**Q.** I have the orbital counts for a crystal of indium and tellurium in which flat honeycomb sheets of Te alternate with layers of In. I want to read the charge of indium from them.

ABINIT 10.8.3, PBE with JTH PAW v2.0 datasets, for InTe2 (P6/mmm) without spin polarisation; cutoff 462.594 eV, Fermi-Dirac smearing 0.05 eV, k mesh 6x6x7 (8x8x10 for the density of states). Electrons are counted inside atomic spheres (radius 1.326 Å for In, 1.223 Å for Te) from -12 eV up to the Fermi energy, which is the zero for the band centres.

```tsv
projection name	projection electrons (e)	projection band centre (eV)
In1 s	1.000	-3.810
In1 p	0.210	-2.290
In1 d	0.050	-5.630
Te2 s	1.120	-9.860
Te2 p	1.630	-2.600
Te2 d	0.030	-2.630
Te3 s	1.120	-9.860
Te3 p	1.630	-2.600
Te3 d	0.030	-2.630
```

The In s row says exactly 1.000 electron. Neutral indium has two 5s electrons and one 5p electron, so I conclude that it has lost two and is In²⁺, with one electron left in 5s. Is that sound?

**A.** Add up the column "projection electrons" before you trust any single row in it. The cell has 15 valence electrons outside the closed 4d shell of indium, and your rows hold 6.8 of them. Most of the others are not in any atom's row because they lie between the atoms. A count of this kind measures how much of an orbital falls inside a small sphere, here about 1.3 Å in radius for In and 1.2 Å for Te. With these spheres, the rows hold only 45 % of the outer electrons; larger spheres would catch more.

**Q.** So an entry of one electron could stand for nearly two?

**A.** It could, and there are three readings to weigh. In yours, 5s holds one electron, and all of it would have to sit inside the sphere. In the second, 5s is mostly filled and the sphere catches about half of it. In the third, indium is In³⁺ with a formally empty 5s level, and the s weight comes from mixing with tellurium orbitals. To choose between them we need to know what share of a 5s shell a sphere really catches.

**Q.** Where can we get that share, if we don't know how full the In shell is?

**A.** From tellurium, whose 5s shell we can count with some confidence. Its "projection band centre", the mean energy of the filled states of that character, lies at -9.86 eV relative to the Fermi energy. A level that deep should be practically full, with two electrons per atom. The Te s row shows only 1.12 of them, so the sphere catches 56 %. If the In sphere catches the same share, the population $N$ of In 5s is

$$N = \frac{1.000}{1.12/2} \approx 1.8 .$$

That is much closer to a filled shell than to a half-filled one.

**Q.** Does the Te row really contain the whole 5s band? The counting starts at -12 eV.

**A.** That is the weak point of the gauge. The Te atoms are close enough for their 5s orbitals to form a broad band, and its bottom may lie below the start of the window. Each Te sphere does hold 0.27 electron more than its rows add up to. Whether that charge is 5s has not been tested, but we can take the case least favourable to a filled In shell and count all of it as 5s. The share then rises to 69 %, and the estimate for In 5s falls to 1.4 electrons.

**Q.** You are using a tellurium share for an indium atom. Why should the two be alike?

**A.** They need not be, but we can say which way they differ. From In to Te the nuclear charge grows by three, and the added outer electrons screen it poorly, so the 5s shell contracts and sinks in energy. By Slater's rules, the In sphere is about 20 % smaller relative to its shell than the Te sphere is; these rules exaggerate the contraction, so trust the direction and not the size. It should therefore catch a smaller share, which makes the true 5s population larger than our estimate. Your reading needs the opposite: the wider shell would have to fit completely into its sphere, while the tighter one does not.

**Q.** Then the population could come out above two, which is impossible.

**A.** It would, as soon as the In share fell below 50 %. That shows where the simple picture fails: it treats all s weight in the In sphere as belonging to the In 5s orbital. Tails of the Te orbitals also reach into that sphere, and the projection sorts them by their shape around the In nucleus, so some are booked as In s. As a trial allowance, which is not an upper bound, let these tails be as large as the whole In p count, 0.21 electron. Together with the high share, that leaves 1.1 electrons in 5s.

**Q.** That is almost my single electron again. Have you refuted me or not?

**A.** I have refuted the step from "1.000 in the table" to "one electron in the shell". That step takes the sphere for the whole atom, and the Te s row shows that it is not. The value 1.1 appears only when two unfavourable assumptions are stacked and the wider In shell is ignored. With the plain gauge the population lies between 1.4 and 1.8. No constant was fitted: the Te s row sets the scale, the In s row is converted with it, and no independent population is at hand to check the result. The printed output after this exchange lists these estimates.

**Q.** What about the third reading? Mixing could put electrons into a 5s level that is formally empty.

**A.** It could, and this is where the formal charge and the orbital population part company. Take one In 5s orbital and one suitable combination of Te p orbitals. They form a bonding state

$$\psi = a\,\phi_{\mathrm{In}} + b\,\phi_{\mathrm{Te}}, \qquad a^2 + b^2 = 1,$$

where $\phi_{\mathrm{In}}$ and $\phi_{\mathrm{Te}}$ are the two orbitals and overlap is neglected. Two electrons in this state put $2a^2$ electrons into In 5s, even if a chemist assigns the pair to tellurium.

**Q.** How does that help us to decide?

**A.** The bonding state always leans towards the deeper of its two parent levels. Suppose first that its antibonding partner is empty. If In 5s lay above Te p, $a^2$ would be below one half, In 5s would hold less than one electron, and "formally empty" would be a fair name. Our lower plain estimate of 1.4 electrons gives $a^2 \approx 0.7$, so the pair belongs mostly to indium. If the antibonding partner is filled as well, the In 5s population rises towards two. The numbers therefore favour a mostly filled 5s shell, as in In⁺, but the trial allowance for tails leaves $a^2$ only just above one half, and larger tails would take it lower. I would call this reading the likeliest, not proven.

**Q.** Isn't there more direct evidence? The In s centre lies 1.2 eV below the Te p centre, so In 5s must be the deeper level.

**A.** The order is what a filled In 5s shell would give, but a centre is only an average. Suppose that most of the In s weight sat right at the Te p centre and a small part $x$ had been mixed into the deep Te s band. The average would drop by the same amount if

$$x = \frac{3.81 - 2.60}{9.86 - 2.60} \approx 0.17 .$$

One sixth of the weight in the deep band is enough to imitate a separate In 5s level. The In s density drawn against energy would help to tell the two cases apart: see whether its main weight lies at the Te p centre or below it. A smaller peak at the energies of the Te s band can appear in both cases.

**Q.** One last defence of In²⁺. The calculation gives a metal, and a half-filled 5s band would be metallic.

**A.** So would the other two readings. After two electrons for each Te 5s shell, 11 valence electrons remain to be shared between In 5s and the 12 places in the Te p shells. With 5s filled, nine of them go to Te p; with 5s empty, all 11 do. The Te p bands have holes in either case, so the metal tells us nothing about indium. The calculation was also done without spin polarisation, and with an odd number of electrons per cell it could not have given a gap.

**Q.** If I meet another telluride, how do I guess what its metal s shell will do?

**A.** Compare the s level of the metal atom with the 5p level of tellurium before you look at any count. Indium comes after the filling of the 4d shell, whose electrons screen the nucleus incompletely, so its 5s level is pulled down to around the Te 5p level or somewhat below, and the pair can stay on the metal. It need not: in In₂Te₃, where indium bonds closely to tellurium, the pair is formally given up. Strontium has no such filled 4d shell; its 5s level lies well above Te 5p, and its electrons go to tellurium. When you then turn to the projected counts, calibrate them with a shell in the same crystal whose filling you know.

Numerical output:

```
Sum of all projected electrons per cell (e): 6.82
Sum as percentage of the 15 electrons outside In 4d (%): 45.47
Electrons outside all spheres per cell (e): 7.897
In sphere charge not in the In rows, to compare with ten 4d electrons (e): 9.751
Te sphere charge not in the Te rows, per Te (e): 0.2659
Share of Te 5s inside its sphere, Te s row alone (%): 56
Share of Te 5s inside its sphere, all missing charge counted as 5s (%): 69.3
In 5s electrons estimated with the low share (e): 1.786
In 5s electrons estimated with the high share (e): 1.443
In 5s electrons, high share and tail allowance equal to the In p count (e): 1.14
Share inside the sphere that 5s1 would need (%): 100
Share inside the sphere that 5s2 would need (%): 50
Sphere radius over shell radius, In relative to Te, Slater rules (ratio): 0.7802
Electrons left for the 12 Te p places per cell if In is 5s2 (e): 9
Electrons left for the 12 Te p places per cell if In is 5s1 (e): 10
Electrons left for the 12 Te p places per cell if In is 5s0 (e): 11
In s centre less Te p centre (eV): -1.21
Part of In s weight in the Te s band that would give this depth, rest at the Te p centre (%): 16.67
Te s centre if all missing charge were 5s just at the floor of -12 eV (eV): -10.27
```
